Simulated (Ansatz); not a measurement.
# The polar optical mode of BN at -0.5 GPa, worked through

The calculation used DFT LDA, scalar-relativistic, plane waves, PAW in Ansatz. Plane waves to 420 eV; Γ-centred k mesh 8×8×8; fixed occupations. No spin polarisation. Phonons by linear response, acoustic sum rule imposed.

The cell is fixed (symmetry leaves no force on the atoms) and stands under -0.5 GPa:
```
B N
1.0
     0.00000    1.79100    1.79100
     1.79100    0.00000    1.79100
     1.79100    1.79100    0.00000
B N
1 1
Direct
  0.00000 0.00000 0.00000
  0.25000 0.25000 0.25000
```

The cell is the ideal cubic zincblende prototype.

Linear response gives ν_TO = 1066.5 cm⁻¹, Born charges ±1.878 e (positive on B) and ε∞ = 4.567. The primitive cell holds 11.490 Å³, and the masses are 10.810 and 14.007 amu.

**Question.** Find ν_LO and the static dielectric constant.

**Answer.** The long-wave field adds a restoring force: ω_LO² − ω_TO² = Z*²e²/(ε_vac ε∞ μV). In these units ν_LO² − ν_TO² = 4.92064×10⁷ Z*²/(μ V ε∞) cm⁻², with μ = m₁m₂/(m₁ + m₂) = 6.101 amu: 542216 cm⁻². So ν_LO = √(1066.5² + 542216) = 1296.0 cm⁻¹, and the run gives 1296.0. Lyddane–Sachs–Teller then gives ε0 = ε∞ (ν_LO/ν_TO)² = 6.74, against 6.74 in the run (it forms both from the same three quantities, so the match checks the arithmetic only). Between ν_TO and ν_LO the dielectric function is negative and an undamped crystal reflects fully: a reststrahlen band from 7.7 to 9.4 μm.

**Question.** What do the Clausius–Mossotti polarisability and the Szigeti charge come to?

**Answer.** With the Lorentz local field, α = (3V/4π)(ε∞ − 1)/(ε∞ + 2) = 1.49 Å³ for the pair, and e_S = 3Z*/(ε∞ + 2) = 0.86 e. The Born charge includes the electrons' response to the dipole's own local field, and e_S takes that enhancement out. The Lorentz field assumes point-like polarisable ions, a poor picture once ε∞ is this large, since the electron clouds then overlap or are shared, so both numbers are formal here.

**Question.** How strongly does a slow electron couple to the LO mode?

**Answer.** For one isotropic parabolic band, Fröhlich's constant is α_F = (1/ε∞ − 1/ε0) √(m* Ry/ħω_LO), with Ry = 13.606 eV, ħω_LO = 160.7 meV and m* in free-electron masses: α_F = 0.0707 × 9.20 × √m* = 0.65 √m*. The band mass isn't part of this run; for m* = 0.1, 0.3 and 1 it gives 0.21, 0.36, 0.65. In weak coupling the polaron lies α_F ħω_LO below the band edge (57 meV at m* = 0.3) with a mass m*(1 + α_F/6); past α_F of about 5 or 6 that expansion fails. A semilocal functional's ε∞ tends to be too large, which taken alone lowers α_F.

Cost: 1 run of about 0.31 core-minutes, on Oxide Virtual Turin-like Processor (Zen 5) (shared hosts).

The wide TO-LO splitting shows that a mostly covalent lattice can still be strongly polar in its dynamics. Nitrogen is the more electronegative partner, so the valence states lean towards it, and stretching the bond shifts charge along it. The Born charge measures this response and isn't a static ionic charge. A small cell and moderate electronic screening then turn it into a large long-range restoring force, which the light atoms convert into a wide frequency splitting.

The lattice nevertheless adds less to the static dielectric constant than the electrons do. Short, strong sp³ bonds resist the polar displacement, and this stiffness limits the ionic response. The low masses raise both mode frequencies but cancel from the static response. The same stiffness helps keep the Fröhlich coupling weak for the band masses tried, despite the large splitting.

For real carriers these couplings are only a guide, since cubic BN has anisotropic conduction valleys away from the zone centre and a degenerate valence-band top, so electrons and holes would need separate treatment.
